# Standing spin-wave resonance in a perpendicularly magnetised film

## Statement

A ferromagnetic film fills $0\le z\le L$ and is saturated along its normal $z$ by a static field $H$. Electromagnetic quantities are SI. $M$ is the saturation magnetisation, $A$ the exchange constant and $\gamma=g\mu_B/\hbar>0$; a field $B$ corresponds to the energy $g\mu_BB$. Define

$$D=\frac{2A}{M},\qquad B_{\rm eff}=\mu_0M-\frac{2K}{M},$$

where $K\theta^2$ is the anisotropy energy density of a small tilt $\theta$ from the normal. The stiffness in energy units is $\mathcal D=g\mu_BD$.

**(a) Uniform film.** For surfaces both pinned ($n=1,2,\dots$) or both free ($n=0,1,\dots$),

$$\frac{\omega}{\gamma}=\mu_0H_n-B_{\rm eff}+D\left(\frac{n\pi}{L}\right)^2 .$$

For $K=0$ the first two terms are $\mu_0(H_n-M)$. A uniform in-plane rf field puts the fraction $f_n=8/(n\pi)^2$ of the integrated absorption into each odd pinned mode and none into the even ones. With free surfaces it excites $n=0$ alone. The pinned case is due to Kittel (1958); Seavey and Tannenwald (1958) observed such spectra.

**(b) Linearly graded film.** Let $B_{\rm eff}(z)=B_s-Gz$ with $G>0$, $\ell=(D/G)^{1/3}$, $B_0=G\ell=(DG^2)^{1/3}$ and $L\gg\ell$. With $n=0,1,\dots$ the number of interior nodes,

$$\mu_0H_n=\frac{\omega}{\gamma}+B_s-B_0s_n,\qquad s_n\simeq\left[\frac{3\pi}{2}(n+\nu)\right]^{2/3}.$$

For a free surface at $z=0$, $\mathrm{Ai}'(-s_n)=0$ and $\nu=1/4$; for a pinned one, $\mathrm{Ai}(-s_n)=0$ and $\nu=3/4$. The line positions follow $n^{2/3}$, so the gap between neighbours falls as $n^{-1/3}$. Every mode is excited, with $f_n\simeq\pi\ell/(L\sqrt{s_n})\propto(n+\nu)^{-1/3}$.

## Premises

1. The unit vector $\mathbf m$ along the magnetisation depends on $z$ and $t$ only and obeys the Gilbert equation $\dot{\mathbf m}=-\gamma\,\mathbf m\times\mathbf B+\alpha\,\mathbf m\times\dot{\mathbf m}$, with $\mathbf B=-M^{-1}\delta E/\delta\mathbf m$ and uniform $\gamma$ and $\alpha$.
2. The energy density holds exchange $A|\partial_z\mathbf m|^2$, Zeeman, magnetostatic and anisotropy terms. The anisotropy has at least threefold symmetry about $z$, so its quadratic part is isotropic in the plane.
3. The state $\mathbf m=\hat z$ is the equilibrium, and the precession angle is small.
4. The rf field is uniform across the film.
5. Each face carries a surface energy $K_s(m_x^2+m_y^2)$ per area.

## Proof

### 1. Quadratic energy

Put $\psi=m_x+im_y$, so that $m_z\simeq1-|\psi|^2/2$. The Zeeman density $-\mu_0MHm_z$ contributes $+\mu_0MH|\psi|^2/2$. For fields that depend on $z$ only, $\nabla\times\mathbf H_d=0$ and $\nabla\cdot(\mathbf H_d+M\mathbf m)=0$ give $\mathbf H_d=-Mm_z\hat z$. Its energy density $\mu_0M^2m_z^2/2$ contributes $-\mu_0M^2|\psi|^2/2$, and the transverse precession creates no dipolar field. For a (001) cubic layer the anisotropy $-K_um_z^2+K_c(m_x^2m_y^2+m_y^2m_z^2+m_z^2m_x^2)$ contributes $K|\psi|^2$ with $K=K_u+K_c$. In the exchange term $(\partial_zm_z)^2$ is quartic and drops out. With the rf induction written as $b_+=b_x+ib_y$, the energy per area is

$$E_2=\int_0^L\left[A|\psi'|^2+\frac M2(\mu_0H-B_{\rm eff})|\psi|^2-M\,\mathrm{Re}(\psi b_+^*)\right]dz+K_s\left(|\psi(0)|^2+|\psi(L)|^2\right).$$

$M$, $A$ and $B_{\rm eff}$ may depend on $z$ in steps 1 to 3.

### 2. Linear equation and boundary condition

To first order $(\mathbf m\times\mathbf B)_x=m_yB_z-B_y$ and $(\mathbf m\times\mathbf B)_y=B_x-m_xB_z$. Since $\partial m_z/\partial m_x\simeq-m_x$, the combination $m_xB_z-B_x$ equals $M^{-1}\delta E_2/\delta m_x$, and likewise for $y$. One integration by parts gives $M^{-1}\delta E_2/\delta m_x=(\mu_0H+\mathcal K)m_x-b_x$ with

$$\mathcal K\psi=-\frac1M(2A\psi')'-B_{\rm eff}\psi .$$

With $\hat z\times\dot{\mathbf m}=(-\dot m_y,\dot m_x,0)$, the $x$ equation plus $i$ times the $y$ equation reads

$$\dot\psi=i\gamma\left[(\mu_0H+\mathcal K)\psi-b_+\right]+i\alpha\dot\psi .$$

For the circular drive $b_+=be^{i\omega t}$ and $\psi\propto e^{i\omega t}$, the amplitude obeys

$$\left(\mu_0H+\mathcal K-\frac\omega\gamma+i\Gamma\right)\psi=b,\qquad\Gamma=\frac{\alpha\omega}{\gamma}.$$

A linearly polarised field adds a counter-rotating part detuned by $2\omega/\gamma$, whose absorption relative to a peak is of order $\alpha^2/4$.

The integration by parts leaves the surface terms $(-2Am_x'+2K_sm_x)\,\delta m_x$ at $z=0$ and $(2Am_x'+2K_sm_x)\,\delta m_x$ at $z=L$. They are finite torques per area on a layer of vanishing angular momentum, so they must vanish:

$$\psi'(0)=p\,\psi(0),\qquad\psi'(L)=-p\,\psi(L),\qquad p=K_s/A .$$

This is the condition of Rado and Weertman (1959) for this geometry. The limit $p=0$ is the free surface, $\psi'=0$, and $p\to\infty$ the pinned one, $\psi=0$.

### 3. Modes and intensities

With the product $\langle\phi,\psi\rangle=\int M\phi^*\psi\,dz$ the operator $\mathcal K$ is self-adjoint, because the boundary term $2A(\phi^*\psi'-\phi'^*\psi)$ vanishes at each face for real $p$. It is a regular Sturm–Liouville operator with a complete orthogonal set of real modes, $\mathcal K\psi_n=\kappa_n\psi_n$. Expanding the constant drive in them gives

$$\psi=b\sum_n\frac{\langle\psi_n,1\rangle}{\langle\psi_n,\psi_n\rangle}\,\frac{\psi_n}{\mu_0(H-H_n)+i\Gamma},\qquad\mu_0H_n=\frac\omega\gamma-\kappa_n .$$

The power absorbed per area is the time average of $\int M\dot{\mathbf m}\cdot\mathbf b\,dz=-\omega\,\mathrm{Im}\int M\psi b^*dz$, so

$$P=\omega|b|^2\langle1,1\rangle\sum_nf_n\frac{\Gamma}{\mu_0^2(H-H_n)^2+\Gamma^2},\qquad f_n=\frac{\langle\psi_n,1\rangle^2}{\langle\psi_n,\psi_n\rangle\langle1,1\rangle}.$$

In a field sweep at fixed $\omega$ each line is a Lorentzian of the same half-width $\Gamma$ and of area proportional to $f_n$; heights and derivative amplitudes of resolved lines scale alike. Completeness gives $\sum_nf_n=1$.

### 4. Uniform film

For constant parameters $\mathcal K=-D\,\partial_z^2-B_{\rm eff}$, and a sinusoid of wavenumber $k$ has $\kappa=Dk^2-B_{\rm eff}$.

*Pinned.* $\psi(0)=0$ selects $\sin kz$ and $\psi(L)=0$ gives $k=n\pi/L$, $n\ge1$. Then $\int_0^L\psi_n\,dz=L[1-(-1)^n]/(n\pi)$ and $\int_0^L\psi_n^2\,dz=L/2$, so

$$f_n=\frac{2[1-(-1)^n]^2}{(n\pi)^2},$$

which is $8/(n\pi)^2$ for odd $n$ and zero for even $n$. The values for $n=1,3,5$ are 0.811, 0.090 and 0.032, and $\sum_{\rm odd}n^{-2}=\pi^2/8$ confirms the sum rule.

*Free.* $\psi'(0)=\psi'(L)=0$ selects $\cos(n\pi z/L)$, $n\ge0$. The mode $\psi_0=1$ is proportional to the drive and all others are orthogonal to it, so $f_0=1$. Inserting $\kappa_n$ into $\mu_0H_n=\omega/\gamma-\kappa_n$ completes (a).

*Equal finite $p>0$.* Modes odd about the midplane stay dark by symmetry. The even ones, $\cos k(z-L/2)$, have $k\tan(kL/2)=p$ and $f=8\sin^2(kL/2)/[kL(kL+\sin kL)]$, which passes between the two limits. Unequal faces make the odd modes visible.

### 5. Linear gradient: positions

Take $M$ and $A$ constant and $B_{\rm eff}=B_s-Gz$. The mode equation is

$$-D\psi''+Gz\,\psi=\varepsilon\psi,\qquad\varepsilon=\kappa+B_s=\frac\omega\gamma+B_s-\mu_0H .$$

It has the form of a Schrödinger equation in a triangular well. The substitution $x=z/\ell-s$, $s=\varepsilon/B_0$, with $D/\ell^2=G\ell=B_0$, turns it into $\psi_{xx}=x\psi$. The mode oscillates for $z<z_t=s\ell$ and is evanescent beyond. If $z_t$ lies several $\ell$ short of $L$, the growing solution is negligible and $\psi=\mathrm{Ai}(x)$, where

$$\mathrm{Ai}(x)=\frac1{2\pi}\int_{-\infty}^\infty e^{i(t^3/3+xt)}dt .$$

This solves the equation, since $\partial_x^2-x$ brings down $-(t^2+x)$ and makes the integrand $i\,\partial_t$ of the exponential, which vanishes at both ends of a contour lifted slightly above the real axis; it is the solution that decays for $x\to+\infty$. The condition at $z=0$ becomes

$$\mathrm{Ai}'(-s)=p\ell\,\mathrm{Ai}(-s).$$

For large $s$ the phase $t^3/3-st$ is stationary at $t=\pm\sqrt s$, with value $\mp\zeta$, $\zeta=\tfrac23s^{3/2}$, and second derivative $\pm2\sqrt s$. The point $+\sqrt s$ contributes the Gaussian integral $(\pi/\sqrt s)^{1/2}e^{i(\pi/4-\zeta)}$ and the other its conjugate. For $\mathrm{Ai}'$ the integrand has the extra factor $it$. Hence

$$\mathrm{Ai}(-s)\simeq\frac{\cos(\zeta-\pi/4)}{\sqrt\pi\,s^{1/4}},\qquad\mathrm{Ai}'(-s)\simeq\frac{s^{1/4}\sin(\zeta-\pi/4)}{\sqrt\pi}.$$

A free surface needs $\zeta=(n+\tfrac14)\pi$ and a pinned one $\zeta=(n+\tfrac34)\pi$, which gives $s_n$ of (b). From $d\zeta=\sqrt s\,ds$ the spacing is $ds/dn=\pi/\sqrt s$.

The exact roots begin 1.019, 3.248, 4.820 (free) and 2.338, 4.088, 5.521 (pinned). The ratio $(H_0-H_2)/(H_0-H_1)$ is free of material parameters: 1.71 (free) and 1.82 (pinned), against $(25-1)/(9-1)=3$ for the first three visible lines of a uniform pinned film. For small $p\ell$, expanding about a free root with $\mathrm{Ai}''=x\,\mathrm{Ai}$ gives $\delta s_n=p\ell/s_n$.

### 6. Linear gradient: intensities

With $dz=\ell\,dx$, $f_n=(\ell/L)J_n^2/N_n$, where $J_n=\int_{-s_n}^\infty\mathrm{Ai}\,dx$ and $N_n=\int_{-s_n}^\infty\mathrm{Ai}^2dx$. Differentiation shows $(x\,\mathrm{Ai}^2-\mathrm{Ai}'^2)'=\mathrm{Ai}^2$, so

$$N_n=s_n\mathrm{Ai}(-s_n)^2+\mathrm{Ai}'(-s_n)^2\simeq\sqrt{s_n}/\pi$$

for either boundary. The integral of $\mathrm{Ai}$ over the whole axis is its Fourier amplitude $e^{it^3/3}$ at $t=0$, which is 1, so $J_n=1-\int_{-\infty}^{-s_n}\mathrm{Ai}\,dx$. Writing $\mathrm{Ai}=\mathrm{Ai}''/x$ and integrating twice by parts,

$$J_n=1+\frac{\mathrm{Ai}'(-s_n)}{s_n}-\frac{\mathrm{Ai}(-s_n)}{s_n^2}-2\int_{-\infty}^{-s_n}\frac{\mathrm{Ai}}{x^3}dx .$$

The last term is smaller than the leading correction by a factor of order $s_n^{-3}$. Thus $J_n\simeq1-(-1)^n\pi^{-1/2}s_n^{-9/4}$ for the free surface and $J_n\simeq1+(-1)^n\pi^{-1/2}s_n^{-3/4}$ for the pinned one, whose even–odd alternation is the stronger. In both cases $J_n\to1$ and

$$f_n\simeq\frac{\ell}{L}\frac{\pi}{\sqrt{s_n}}=\frac{B_0\,ds/dn}{GL}.$$

This proves (b). Each line carries the share of the film whose local resonance fields $\omega/\gamma+B_{\rm eff}(z)$, spread evenly over the interval $GL$, fall within one mode spacing.

### 7. Link between (a) and (b)

In a thin free film the gradient is a perturbation. Between the normalised modes $L^{-1/2}$ and $(2/L)^{1/2}\cos(n\pi z/L)$ the matrix element of $Gz$ is $-2\sqrt2\,GL/(n\pi)^2$ for odd $n$ and zero for even $n>0$. Dividing by the gap $D(n\pi/L)^2$ and squaring gives $f_n=8(L/\ell)^6/(n\pi)^8$ for odd $n$. The rule of (a) thus survives while $GL\ll D(\pi/L)^2$, that is $(L/\ell)^3\ll\pi^2$. In a thick film the modes with $s_n>L/\ell$ reach the back face, and their positions return towards the $n^2$ law.

## Range of validity

- **Profile.** Read as a phase integral, the free-surface rule is $\int_0^{z_t}k\,dz=(n+\tfrac14)\pi$ with $Dk^2=\varepsilon-[B_s-B_{\rm eff}(z)]$. For a drop $\propto z^r$ the integral scales as $\varepsilon^{1/2+1/r}$, so $\varepsilon_n\propto(n+\tfrac14)^{2r/(r+2)}$. The exponent is $2/3$ for $r=1$, 1 for $r=2$ and 2 for $r\to\infty$; it tests linearity only over the depths $z_t$ sampled.
- **Uniform $M$ and $A$.** Steps 5 and 6 need them constant over $z_t$; otherwise $\mathcal K$ of step 2 must be solved as it stands.
- **Back face.** The Airy roots need $L/\ell-s_n$ to be a few units; the admixture of the growing solution is of order $\exp[-\tfrac43(L/\ell-s_n)^{3/2}]$.
- **Front face.** It counts as free if $|K_s|\ll A/\ell$.
- **Saturation.** $\mu_0H>B_{\rm eff}(z)$ everywhere with $K_s\ge0$ makes $E_2$ positive; a competing tilted state must also be absent. A tilted field makes the precession elliptical and changes the result.
- **In-plane anisotropy.** A uniform term $(M\beta/2)(m_x^2-m_y^2)$ gives $\dot m_x=-\gamma(\lambda-\beta)m_y$, $\dot m_y=\gamma(\lambda+\beta)m_x$ with $\lambda=\mu_0H+\kappa_n$, so $\lambda^2=(\omega/\gamma)^2+\beta^2$. All lines shift rigidly and the spacings are unchanged.
- **Eddy currents.** With resistivity $\rho$ and $\delta=(2\rho/\mu_0\omega)^{1/2}$, the induced field obeys $b_e''\approx(2i/\delta^2)\mu_0M\psi$ and acts like a field of order $\mu_0M(L/\delta)^2$, which must be small against $\Gamma$.
- **Continuum, resolution, amplitude.** Wavelengths must exceed the spin spacing, spacings must exceed $2\Gamma$, and the drive must stay below saturation. Parameters are those at the working temperature, well below the Curie point.

## Numerical illustration: graded (Ga,Mn)As

In (Ga,Mn)As on GaAs(001) the holes mediate the anisotropy, and compressive strain typically makes the normal a hard axis, $K<0$. A hole density that falls with depth then grades $B_{\rm eff}$. The illustrative inputs, of typical size near 5 K, are $g=2.00$, $M=2.0\,\mu_B\,\mathrm{nm^{-3}}$, $A=1.0$ meV/nm, $B_s=450$ mT, $g\mu_BG=0.10\ \mu$eV/nm, $L=300$ nm, $\omega/2\pi=9.3$ GHz, $\alpha=0.02$ and a free top surface.

Then $g\mu_B=115.8\ \mu$eV/T and $\mu_0M=23.3$ mT, so anisotropy supplies most of $B_s$. The stiffness is $\mathcal D=2Ag\mu_B/M=2.0$ meV nm², or $D=17.3$ T nm². The quantum $\hbar\omega=38.5\ \mu$eV (0.45 K) gives $\omega/\gamma=332$ mT. The gradient $G=0.864$ mT/nm lowers $B_{\rm eff}$ by $GL=259$ mT, to 191 mT at the substrate. The scales are $\ell=27.1$ nm, $g\mu_BB_0=2.71\ \mu$eV, $B_0=23.4$ mT and $L/\ell=11.05$. Since $(L/\ell)^3/\pi^2=137$, the film is deep in regime (b). The roots $s_7=10.53$ and $s_8=11.48$ bracket $L/\ell$, so eight modes turn inside the film; the first five are listed, counted down from $\omega/\gamma+B_s=782$ mT.

| $n$ | $s_n$ | asymptote | $g\mu_B\varepsilon_n$ (μeV) | $z_t$ (nm) | $\mu_0H_n$ (mT) | $J_n$ | $f_n$ |
|---|---|---|---|---|---|---|---|
| 0 | 1.019 | 1.115 | 2.77 | 28 | 758 | 0.809 | 0.203 |
| 1 | 3.248 | 3.262 | 8.82 | 88 | 706 | 1.034 | 0.170 |
| 2 | 4.820 | 4.826 | 13.08 | 131 | 669 | 0.985 | 0.126 |
| 3 | 6.163 | 6.167 | 16.73 | 167 | 638 | 1.009 | 0.117 |
| 4 | 7.372 | 7.375 | 20.01 | 200 | 609 | 0.994 | 0.103 |

The asymptote lies 9.5 per cent above the exact root for $n=0$ and 0.4 per cent above it for $n=1$. The model's spacings are 52.3, 36.9, 31.5 and 28.3 mT. The last one divided by $GL$ is 0.109, between $f_3$ and $f_4$ as step 6 requires, and the five lines hold 0.72 of the absorption. A uniform film with the same $D$ and $L$ has $D(\pi/L)^2=1.89$ mT; pinned, it would show a first gap of 15.2 mT and growing gaps thereafter.

The neglected terms have these sizes. All fields exceed $B_s$, so the normal state is stable. The full width $2\Gamma=13$ mT is below every listed spacing. A typical $\beta\approx20$ mT shifts all lines up by 0.6 mT. A typical $\rho\approx5$ mΩ cm gives $\delta=37\ \mu$m and an eddy field of order 1.5 μT. The shortest local wavelength for $n=4$, $2\pi\ell/\sqrt{s_4}=63$ nm, is far above the Mn spacing of about 1 nm. The surface is free if $|K_s|\ll A/\ell=37\ \mu$eV/nm². The term that matters is the stiffness, which the same hole gradient can change with depth: a $D$ larger by an assumed 30 per cent multiplies $B_0$ by 1.09 and lowers the $n=4$ line by 16 mT, more than half a spacing.

The spacings fix only $B_0=(DG^2)^{1/3}$. Removing a top layer of thickness $d$, with the surface condition unchanged, replaces $B_s$ by $B_s-Gd$ and moves the whole ladder down by $Gd$, which separates $G$ from $D$. The fields in the table are the model's. Its $B_s$ and $G$ were chosen to reproduce the typical X-band pattern of as-grown layers a few hundred nm thick, several lines some tens of mT apart well above the $g=2$ field, so the resemblance is no test of the theory.